## What sets the 3p spin-orbit gap of a manganese ion

The row for Mn3+ at the true speed of light looks wrong. Its 3p3/2 level lies at −89.788 eV, which is 17.8 eV deeper than in Mn2+, yet its 3p splitting, 1.3182 eV, exceeds that of Mn2+ by only 0.040 eV, or 3%. In a hydrogen-like ion binding grows as Z² and fine structure as Z⁴, so a level bound a quarter more strongly would be split 56% more widely.

Spherical all-electron Kohn-Sham calculations of Mn2+ and Mn3+ with Quantum ESPRESSO 7.5 (ld1.x): Dirac equation, LDA (Slater exchange, Perdew-Zunger correlation), no spin polarisation, point nucleus. Open subshells are occupied in proportion to 2j + 1. E(non-rel.) comes from a non-relativistic run with the same configuration, functional and nucleus.

| species | Z | charge (e) | electrons | configuration | factor on the speed of light | eigenvalue (3p1/2) (eV) | eigenvalue (3p3/2) (eV) | mean radius (3p1/2) (bohr) | mean radius (3p3/2) (bohr) | ε(3p3/2) − ε(3p1/2) (eV) | E(Dirac) − E(non-rel.) (hartree) |
| --- | --- | --- | --- | --- | --- | --- | --- | --- | --- | --- | --- |
| Mn2+ | 25 | 2 | 23 | [Ar] 3d5 | 1.00 | -73.242 | -71.965 | 0.89900 | 0.90818 | 1.2780 | -7.7108 |
| Mn2+ | 25 | 2 | 23 | [Ar] 3d5 | 2.00 | -72.307 | -71.993 | 0.90603 | 0.90831 | 0.3143 | -1.9042 |
| Mn2+ | 25 | 2 | 23 | [Ar] 3d5 | 5.00 | -72.050 | -72.000 | 0.90798 | 0.90835 | 0.0501 | -0.30365 |
| Mn2+ | 25 | 2 | 23 | [Ar] 3d5 | 100.00 | -72.002 | -72.002 | 0.90835 | 0.90836 | 0.0001 | -0.0007595 |
| Mn3+ | 25 | 3 | 22 | [Ar] 3d4 | 1.00 | -91.106 | -89.788 | 0.88418 | 0.89270 | 1.3182 | -7.7181 |
| Mn3+ | 25 | 3 | 22 | [Ar] 3d4 | 2.00 | -90.192 | -89.867 | 0.89064 | 0.89275 | 0.3245 | -1.9061 |
| Mn3+ | 25 | 3 | 22 | [Ar] 3d4 | 5.00 | -89.941 | -89.889 | 0.89243 | 0.89277 | 0.0517 | -0.30394 |
| Mn3+ | 25 | 3 | 22 | [Ar] 3d4 | 100.00 | -89.893 | -89.893 | 0.89277 | 0.89277 | 0.0001 | -0.0007590 |

These are spherical Dirac LDA ions without spin polarisation. Z is the nuclear charge, ε a Kohn-Sham eigenvalue, and 3p1/2 and 3p3/2 are the levels with total angular momentum j = 1/2 and 3/2. The gap is ε(3p3/2) − ε(3p1/2). The factor f multiplies the speed of light. Only f = 1 is physical; the other rows turn relativity down, and f = 100 serves as the non-relativistic reference. The printed analysis follows this section.

### Scaling with the speed of light

Multiplying c by f replaces Zα by Zα/f, with α the fine-structure constant, so a relativistic quantity expands as a/f² + b/f⁴ + … . Fixing a and b for each ion on the rows f = 1 and 2 gives a = 1.250 eV and b/a = 0.022 for Mn2+. The rows f = 5 were not fitted and are reproduced to the last printed digit for both ions (0.05006 against 0.0501 eV for Mn2+). The gaps at f = 100 carry one digit and test little. That the gap vanishes as 1/c² is built into the Dirac equation and confirms no model. The rows f = 100 do show that the offset between the ions, 17.9 eV there, is non-relativistic.

### Three candidates for the charge

For a hydrogenic 3p level the leading gap is α²Ry·Z⁴/[n³l(l+1)] = K·Z⁴, with Ry the Rydberg energy, n = 3, l = 1 and K = α²Ry/54.

The tempting explanation takes one screened charge from the binding energy. For Mn2+, Z = 3√(72.002 eV/Ry) = 6.90, and the gap comes out as 0.030 eV, about 2% of the table value. The predicted Mn3+/Mn2+ ratio is 1.56, whereas the table gives 1.03. The failure has a standard cause. A 3d electron contributes to the potential inside its shell a nearly constant repulsion of order ⟨1/r⟩ hartree, some tens of eV before the other shells relax. Removing it lowers the inner levels together. Spin-orbit coupling depends on the gradient, (α²/2)(1/r)dV/dr in atomic units, and a constant has none. The constant is only approximate here, since in Mn3+ the same calculation puts the 3d mean radius at 1.04 bohr, close to the 0.89 bohr of 3p.

The second explanation takes one charge from the size of the orbital, which does respond to gradients. Hydrogenic 3p has ⟨r⟩ = 12.5/Z bohr, so Z = 12.5/0.90836 = 13.76 for Mn2+. The gap, 0.48 eV, is 38% of the table value, and the ion ratio of 1.07 is about twice as far from unity as the table's. The mean radius reports the outer lobe, while (1/r)dV/dr ≈ Z/r³ weights the inner one.

The third explanation, Landé's form for a penetrating orbit, uses two charges. Close to the nucleus the potential dwarfs the eigenvalue, so the shape of the inner lobe is fixed by an inner charge Zi near Z, whatever the charge of the ion. The outer region decides only the weight of that lobe (its squared amplitude), which classically is proportional to the frequency with which the electron passes the nucleus. In hydrogen this frequency goes as Z²/n³, which leaves a factor Z² for the effect of each passage. For a screened ion the two factors separate:

a ≈ K·Zi²·Zo².

Taking the outer charge Zo from the mean radius is a heuristic choice. For Mn2+ with nothing fitted, Zi = 25 and Zo = 13.76, so a = K × 25² × 13.76² = 1.59 eV, which is 27% above the table's 1.250 eV. Matching Mn2+ exactly needs Zi = 22.2, a nucleus screened by about three electrons, somewhat more than expected, since the 1/r³ weight centres near the 1s radius of 0.06 bohr, where about two electrons screen; this value trades directly against the choice of Zo and is not a measured charge. Carrying it to Mn3+, which then is not part of the fit, multiplies a by the squared inverse radius ratio, 1.0352, and gives 1.250 × 1.0352 = 1.294 eV against 1.291 eV. The model predicts a rise of 3.5% where the table has 3.3%. Two ions cannot establish the power of 2, but they exclude the power of 4 that a single charge requires.

A rougher reading comes from b/a, which does not depend on the size of the gap. Expanding the hydrogenic Dirac energies gives b/a = [7/16 + 9/(8n) − 3/(2n²)](Zα)², or 0.646(Zα)² for n = 3. The ratio of the gaps at f = 1 and f = 2 would be 4 for a vanishing charge. It is 4.066 for Mn2+, against 4.005 for the binding-energy charge, 4.020 for the radius charge and 4.066 for the bare nucleus. Even the single charge of 17.5 that reproduces the size of the gap gives only 4.032, and the bare charge overshoots the size fourfold, so no single hydrogenic charge fits both numbers. Inverted, the ratio yields 25.0 for Mn2+ and 24.3 for Mn3+. These differ by more than rounding allows although the nucleus is the same, so the reading is not a measured charge. The coefficient is borrowed from hydrogen. A screened potential may change it for a penetrating orbit, and the relativistic change of the self-consistent potential also enters b. These runs neither separate nor size the two effects, so the closeness to 25 may be accidental. Taken with the hydrogenic coefficient, the numbers speak against single charges of 7 and 14 and are compatible with an origin near the nucleus, but they do not prove it.

### Why the splitting is lopsided

The operator l·s equals −1 for j = 1/2 and +1/2 for j = 3/2. Spin-orbit coupling alone would therefore move 3p1/2 down by 2/3 of the gap and 3p3/2 up by 1/3, leaving the centroid, weighted by 2j + 1, in place. For Mn2+ that means −0.852 and +0.426 eV. Between f = 100 and f = 1 the table shows −1.240 and +0.037 eV, so the lower level takes 97% of the gap; in Mn3+ it takes 92%. The centroid falls by 0.389 eV in Mn2+ and 0.334 eV in Mn3+. The radii agree: in Mn2+ 3p1/2 contracts by 1.03% and 3p3/2 by 0.02%.

A spin-independent shift thus adds to the spin-orbit term, and in 3p3/2 the two cancel almost fully in Mn2+ and by about three quarters in Mn3+. It has direct and indirect parts. The direct part is mainly the mass-velocity term, which is negative. In a hydrogenic ion it lowers both levels and moves the centroid by −0.83 of the gap, far more than the −0.30 and −0.25 found here. Two effects can reduce it. One is that the mass-velocity term weights (ε − V)², roughly 1/r², and so samples more strongly screened regions than the 1/r³ of spin-orbit coupling. The other is the indirect effect: the contracted s and p shells screen the nucleus better and push 3p up. The tabulated eigenvalues give only the sum, so neither effect can be sized here. Solving the Dirac equation in the fixed non-relativistic potential would separate the direct part from the indirect one, but no such run was made. In a hydrogenic ion, where nothing else screens, 3p3/2 falls by half the gap. If it would also fall in the fixed potential of the screened ion, its small rise in the table comes from the self-consistent field.

The comparison of the ions goes further. If the whole centroid shift were direct and grew with the gap, it would be −0.401 eV in Mn3+; the table has −0.334 eV, a miss of 0.067 eV against a rounding of 0.001 eV. That the direct part grows in the more compact ion is argued from its origin in the inner region. On that argument the miss belongs to the self-consistent field, but without a fixed-potential run this remains an inference. A likely channel is the 3d shell, which expands when the core screens better and then shields 3p less, more so with five electrons than with four. In Mn2+ the same calculation shows the expansion, from 1.1416 to 1.1491 bohr for 3d5/2. The table does not divide the miss among the shells, and the others may add to the 3d contribution or offset it.

### The total energy

E(Dirac) − E(non-rel.) says little about 3p. Its b/a of 0.0165 for both ions matches the hydrogenic 1s value, 0.0166, consistent with the standard result that the innermost shells dominate. At f = 1, 2 and 5 the shift is larger in magnitude for Mn3+, which has one destabilised 3d electron fewer. The difference at f = 1, −0.0073 hartree or −0.199 eV, is by construction the relativistic change in the ionisation energy of Mn2+, which falls by 0.198 eV. At f = 100 the order reverses by 5×10⁻⁷ hartree, against the sign that scaling gives, and this is best read as numerical noise in a difference of large totals. Breit and QED terms are absent here. They weigh most on this core-dominated column, but the Breit interaction also alters the 3p gap, by an amount these runs do not give.

### Neighbouring cases

Removing a 3d electron from a neighbouring transition-metal ion should likewise deepen 3p by many eV and widen its gap by a few per cent. Adding a proton at fixed electron number raises both Zi and Zo and should widen it more. The 2p shell lies wholly in the inner region: its gap in Mn3+ at f = 100, about 0.001 eV, scales to roughly 10 eV, and it should respond still less to the ionic charge. The 3d shell is held off the nucleus by its angular momentum, so its splitting is an order of magnitude below that of 3p and more sensitive to charge. In heavier elements b/a grows as (Zα)², and two terms cease to suffice.

The 1.3 eV gap is not a 3p photoemission splitting. The free ions have high-spin ground states, ⁶S and ⁵D, whereas these runs resolve no terms: they impose zero moment, average the open shell spherically and share the d electrons between 3d3/2 and 3d5/2 by 2j + 1 (1.6 and 2.4 in Mn3+). Because 3p and 3d overlap strongly, their exchange and multiplet splittings are larger than the spin-orbit gap and govern the spectrum of a 3p hole.

Numerical output:

```
rounding: eigenvalue 0.0005 eV, gap 0.00005 eV, radius 0.000005 bohr; f=100 is the non-rel. reference
== Mn2+: gap*f^2 (f=1,2,5) 1.2780 1.2572 1.252 eV (floor 0.00005 0.0002 0.001); exponent 2->5 -2.004
gap fit on f=1,2: a=1.2503 b=0.0277 eV b/a=0.0222; predicts f=5 0.05006, f=100 0.00013; table 0.0501 0.0001
gap(1)/gap(2)=4.0662 -> hydrogenic charge 25.0 (rounding range 24.9-25.2)
  Z A eigenvalue 6.90: gap 0.030 eV, model/table 0.024, gap(1)/gap(2) 4.0049
  Z B radius 13.76: gap 0.484 eV, model/table 0.379, gap(1)/gap(2) 4.0197
  Z fit to size 17.52: gap 1.278 eV, model/table 1.000, gap(1)/gap(2) 4.0320
  Z bare 25.00: gap 5.356 eV, model/table 4.191, gap(1)/gap(2) 4.0659
  C Lande, Zo=Z radius: Zi bare gives a=1.588 eV; fitted Zi 22.18
f=1: shift p1/2 -1.240 p3/2 +0.037 centroid -0.389 eV (floor 0.001), centroid/gap -0.304
f=2: shift p1/2 -0.305 p3/2 +0.009 centroid -0.096 eV (floor 0.001), centroid/gap -0.304
f=5: shift p1/2 -0.048 p3/2 +0.002 centroid -0.015 eV (floor 0.001), centroid/gap -0.293
f=1 pure spin-orbit would give -0.852 +0.426 eV; p1/2 share of gap 97.0% vs 66.7%
f=1 radius change p1/2 -1.029% p3/2 -0.020% weighted -0.356%
total shift: a=-7.5855 b=-0.1253 Ha b/a=0.0165; resid f=5 -3.1e-05, f=100 -9.5e-07 Ha
== Mn3+: gap*f^2 (f=1,2,5) 1.3182 1.2980 1.292 eV (floor 0.00005 0.0002 0.001); exponent 2->5 -2.005
gap fit on f=1,2: a=1.2913 b=0.0269 eV b/a=0.0209; predicts f=5 0.05169, f=100 0.00013; table 0.0517 0.0001
gap(1)/gap(2)=4.0622 -> hydrogenic charge 24.3 (rounding range 24.2-24.5)
  Z A eigenvalue 7.71: gap 0.048 eV, model/table 0.036, gap(1)/gap(2) 4.0061
  Z B radius 14.00: gap 0.519 eV, model/table 0.394, gap(1)/gap(2) 4.0204
  Z fit to size 17.66: gap 1.318 eV, model/table 1.000, gap(1)/gap(2) 4.0325
  Z bare 25.00: gap 5.356 eV, model/table 4.063, gap(1)/gap(2) 4.0659
  C Lande, Zo=Z radius: Zi bare gives a=1.644 eV; fitted Zi 22.16
f=1: shift p1/2 -1.213 p3/2 +0.105 centroid -0.334 eV (floor 0.001), centroid/gap -0.254
f=2: shift p1/2 -0.299 p3/2 +0.026 centroid -0.082 eV (floor 0.001), centroid/gap -0.254
f=5: shift p1/2 -0.048 p3/2 +0.004 centroid -0.013 eV (floor 0.001), centroid/gap -0.258
f=1 pure spin-orbit would give -0.879 +0.439 eV; p1/2 share of gap 92.0% vs 66.7%
f=1 radius change p1/2 -0.962% p3/2 -0.008% weighted -0.326%
total shift: a=-7.5932 b=-0.1249 Ha b/a=0.0165; resid f=5 -1.3e-05, f=100 +3.2e-07 Ha
== (Z alpha)^2=0.0333; hydrogenic b/a: 3p gap 0.646x -> 0.0215; 1s shift 0.5x -> 0.0166
hydrogenic direct shifts / gap: p1/2 -1.5, p3/2 -0.5, centroid -0.833; pure spin-orbit centroid 0
Mn3+ - Mn2+: 3p3/2 offset f=100 -17.891, f=1 -17.823 eV; gap f=1 +0.0402 eV
gap ratio: table f=1 1.0315, a 1.0328; A 1.559, B 1.0717, C 1.0352
inverse radius ratio 1.0175; two-point exponent of a on 1/<r> 1.86
centroid ratio 0.860; scaled like gap -0.401 eV, table -0.334, miss +0.067
total shift Mn3+ - Mn2+ [Ha] f=1,2,5,100: -7.30e-03 -1.90e-03 -2.90e-04 +5.00e-07
f=1 difference -0.199 eV (floor 0.003); Mn2+ ionisation change -0.198 eV
Mn2+ 3d -> 3d5/2: eigenvalue rises 0.205 eV, radius +0.66%
```
